The row at zero strain looks wrong: an undisturbed crystal should be at rest, yet this one is under a tension of nearly 18 GPa. The cell is simply larger than fcc tungsten prefers at this level of theory, LDA without spin on PAW datasets made for PBE, because it was never relaxed there. The stranger feature is how little the tension changes around this row. One per cent of strain adds only about half a gigapascal, although the volume change by itself would add more than two.

Fcc tungsten (a = 4.060 Å, not relaxed at this level) strained along y with the other two edges held, computed with Ansatz 0.2.0 using plane-wave PAW and LDA, scalar-relativistic and without spin polarisation. The cutoff is 420 eV, the k mesh 20×20×20 and the Gaussian smearing 0.15 eV. Energy changes are free energies relative to the unstrained cell; pressure is positive in compression.

```
 strain  energy change (meV/atom)  tensile stress along pattern (GPa)  pressure (GPa)
  -0.15                    -137.2                               -9.84           36.03
-0.1125                    -150.7                                2.40           18.44
 -0.075                    -122.1                               11.38            3.97
-0.0375                     -67.5                               16.13           -8.02
      0                       0.0                               17.84          -17.84
 0.0375                      73.3                               20.31          -25.89
  0.075                     162.6                               25.28          -32.51
 0.1125                     272.4                               30.95          -37.82
 0.1312                     335.9                               34.05          -40.05
   0.15                     405.5                               36.74          -41.99
```

The strain ε changes the length of the crystal along y, while the other two edges are held. The tensile stress along pattern, σ, is the pull along y. The pressure P is the average over the three directions, counted positive in compression. Only the row at zero strain is cubic; in all the others the crystal has become tetragonal.

Each step therefore changes two things at once, the volume and the shape. The stress divides accordingly:

σ = −P + s

Here s, the shape stress, is the amount by which the pull along y exceeds the average pull. It is zero in a cubic crystal. In an ordinary stable fcc metal, s opposes the distortion and makes the crystal stiffer.

In this tungsten cell s does the reverse. In every compressed row it pulls the crystal shorter still, and in every extended row it pushes it longer. The fcc arrangement is thus unstable against a tetragonal change of shape. Theory supplies the likely reason: tungsten's roughly half-filled d band strongly favours bcc, and shortening an fcc crystal along one axis leads towards bcc. A weak preference could leave a barrier on the way, but the shape stress shows none next to fcc. At constant volume fcc then sits on top of an energy hill, so lengthening the crystal while its sides draw in also leads downhill at first, though away from bcc. In the table the energy nevertheless rises on that side, because the sides are held and the volume has to grow as well. With the sides held, this cell would become bcc at a strain of about −0.29, outside the scan.

In the soft region two large slopes cancel for the most part. Between the rows on either side of zero, the volume part −P rises by 238 GPa per unit strain and the shape part falls by 182. What remains is 56 GPa per unit strain. An engineer who read that small number as the stiffness of a sound metal would mistake an instability for softness.

Away from zero the cancellation fails, with a different main reason on each side. In compression the atoms are crowded together and the volume part stiffens steeply, to 469 GPa per unit strain in the outermost step. The shape stress also grows less steeply there, but that change is smaller. In extension the volume part rises less and less steeply, because the bonds resist further stretching less as the atoms move apart. That alone would flatten σ further. But the shape stress passes its strongest value on this side, about −7 GPa near a strain of 0.075, and then fades, so it no longer cancels the rise of the volume part.

The row at 0.1312, an extra point at half the usual spacing, marks a small bump in the slope of σ. The split places it in the shape stress, whose fading speeds up in the step before this row but not in the step after it, while the volume part goes on softening smoothly. The row lies only about 0.2 GPa above a straight line between its neighbours. A detail of the d bands may be responsible, or the limited accuracy of the computed stresses; the scan does not decide between them.

The energy follows from the same stress. Because the sides are held, its slope is the volume of the undisturbed cell times σ, about 1.86 eV per unit strain at the start. Over a strain of 0.15 this initial tension alone accounts for 279 meV, downwards in compression and upwards in extension. Without that term the two end rows would lie at 142 and 126 meV, so most of the lopsidedness comes from the oversized starting cell.

The shape stress also shifts the energy minimum. The pressure vanishes at a strain of −0.06, but s keeps pulling the crystal shorter, and σ reaches zero only near −0.12. This is a minimum for fixed sides only, not a new phase: at −0.1125 the sides are already under a compression of about 29 GPa.

A simple model puts the two parts into formulas. With v = 1 + ε for the relative volume and t = ln v, the pressure follows a Birch equation of state in the volume alone. The shape stress must vanish at fcc and again at bcc, where t = −0.347, because both are cubic. Two coefficients in each formula were fitted to all ten rows (stresses in GPa):

P = 397.1 v^(−7/3) − 414.9 v^(−5/3)

s v = t (1 + t/0.347) (−142.9 + 804.1 t)

Take the most compressed row, which was part of the fit. There v = 0.85 and t = −0.1625, which gives:

P = 580.2 − 544.0 = 36.2 GPa

s = 23.6/0.85 = 27.8 GPa

σ = −36.2 + 27.8 = −8.4 GPa

The calculation itself gives −9.84 GPa.

Over all rows the model misses σ by about 1 GPa (root mean square). It is weakest where the curve is most interesting: across zero strain it gives a slope of 95 instead of 56 GPa per unit strain, since the real shape stress sets in more abruptly than so smooth a formula allows. The output after this section lists both parts row by row.

For a neighbouring case, the first question is whether the starting structure is stable against the change of shape. In fcc copper, which is, the shape stress would add to the volume part, and no such soft region would appear at the cubic point.

Numerical output:

```
fit of pressure on 10 rows: coefficient of v**(-7/3) 397.1 +/- 0.52, coefficient of v**(-5/3) -414.9 +/- 0.54; rms 0.102, worst -0.075 -0.16, leave-one-out rms 0.146
fit of dv on 10 rows: coefficient of g -142.9 +/- 4.5, coefficient of g*t 804.1 +/- 36; rms 1.03, worst -0.0375 -1.9, leave-one-out rms 1.34
Parts of stress and energy:
      row  shape stress GPa  lateral tension GPa  slope of stress from row above GPa  slope of minus pressure GPa  slope of shape stress GPa  pressure work meV  shape work meV  energy less linear term meV  model shape stress GPa  model tensile stress GPa
    -0.15             26.19               -49.12                                 n/a                          n/a                        n/a              91.96          -224.7                        142.2                   27.78                    -8.411
  -0.1125             20.84               -28.86                               326.4                        469.1                     -142.7             -14.68          -132.7                        58.87                   21.06                       2.7
   -0.075             15.35               -11.64                               239.5                        385.9                     -146.4             -58.56          -61.81                        17.61                   13.43                     9.618
  -0.0375              8.11                3.965                               126.7                        319.7                     -193.1             -50.63          -15.88                        2.357                   6.133                     14.22
      0.0                 0                17.84                                45.6                        261.9                     -216.3                  0               0                            0                       0                     17.84
   0.0375             -5.58                28.68                               65.87                        214.7                     -148.8              85.62          -10.92                        3.443                  -4.446                     21.38
    0.075             -7.23                36.12                               132.5                        176.5                        -44                200          -36.01                        22.89                  -6.888                     25.49
   0.1125             -6.87                41.26                               151.2                        141.6                        9.6              337.7          -63.61                        62.83                   -7.16                     30.58
   0.1312                -6                43.05                               165.8                        119.3                      46.52              413.7          -76.18                        91.49                  -6.462                     33.57
     0.15             -5.25                44.61                               143.1                        103.2                      39.89              494.2          -87.22                        126.1                  -5.199                     36.92
Slope of tensile stress across zero strain, GPa per unit strain: 55.73
Slope of minus pressure across zero strain, GPa per unit strain: 238.3
Slope of shape stress across zero strain, GPa per unit strain: -182.5
Slope of lateral tension across zero strain, GPa per unit strain: 329.5
Slope of model tensile stress across zero strain, GPa per unit strain: 95.48
Strain where tensile stress along y vanishes: -0.1199
Strain where pressure vanishes: -0.06258
Strain at which this cell would be bcc: -0.2929
Energy slope at zero expected from the stress, meV per unit strain: 1863
Energy slope across zero from the energies, meV per unit strain: 1877
Largest miss of summed work against energy change, meV: 4.416
Rms miss of model tensile stress, GPa: 1.023
```
